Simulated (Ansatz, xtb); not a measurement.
Loss of NH3: AlH3(NH3) → AlH3 + NH3

Species: AlH3(NH3), singlet; AlH3 `[AlH3]`, singlet; NH3 (ammonia) `N`, singlet. 

Shapes, held fixed at every level: PBE0-D4/def2-TZVP. Programs: Ansatz 0.2.0, xtb 6.7.1. The zero-point and thermal change to 298 K, harmonic and unscaled (PBE0-D4/def2-TZVP), is -10.6 kJ/mol.

```csv
level,kind,ΔH(298 K) (kJ/mol),less CCSD(T)/CBS estimate
GFN2-xTB,semi-empirical,+108.2,-5.8
HF/def2-SVP,Hartree–Fock,+116.7,+2.7
HF/def2-TZVPP,Hartree–Fock,+102.1,-11.9
B3LYP-D4/def2-TZVPP,global hybrid,+112.1,-1.9
wB97M-V/def2-TZVPP,range-separated hybrid,+117.0,+3.0
CCSD(T)/def2-SVP,coupled cluster or CI,+132.2,+18.2
CCSD/def2-SVP,coupled cluster or CI,+129.9,+15.9
CCSD(T)/def2-TZVPP,coupled cluster or CI,+116.0,+2.0
CCSD(T)/CBS estimate,coupled cluster or CI,+114.0,0.0
```

The highest level, CCSD(T)/CBS estimate, gives ΔH(298 K) = +114.0 kJ/mol; the levels span +102.1 to +132.2. The column of differences is taken from that level and isn't an error. No measured value is set beside it here. The CBS estimate extrapolates MP2 from def2-TZVPP and def2-QZVPP and adds CCSD(T) − MP2 in the triple-zeta set, cores frozen.

Loss of ammonia is strongly endothermic at every level, with +114.0 kJ/mol at the highest, as expected for a substantial dative bond. The nitrogen lone pair donates into the empty, largely 3p orbital of aluminium, and the polar Al–H bonds leave the metal positive enough to add a large electrostatic attraction. Hartree–Fock already recovers most of the binding in the larger basis (+102.1), so correlation strengthens the bond rather than creating it.

The small basis overbinds with both Hartree–Fock and CCSD(T), more so with the latter, probably because the fragments borrow each other's functions in the adduct. The close agreement of HF/def2-SVP with the highest level is therefore a cancellation between this excess and the missing correlation. Triples change the small-basis result only slightly, which suggests a well-behaved single-reference bond. The enthalpy refers to free monomeric alane, so it doesn't settle the adduct's thermal stability, where H2 elimination to an aminoalane and association of AlH3 can compete.
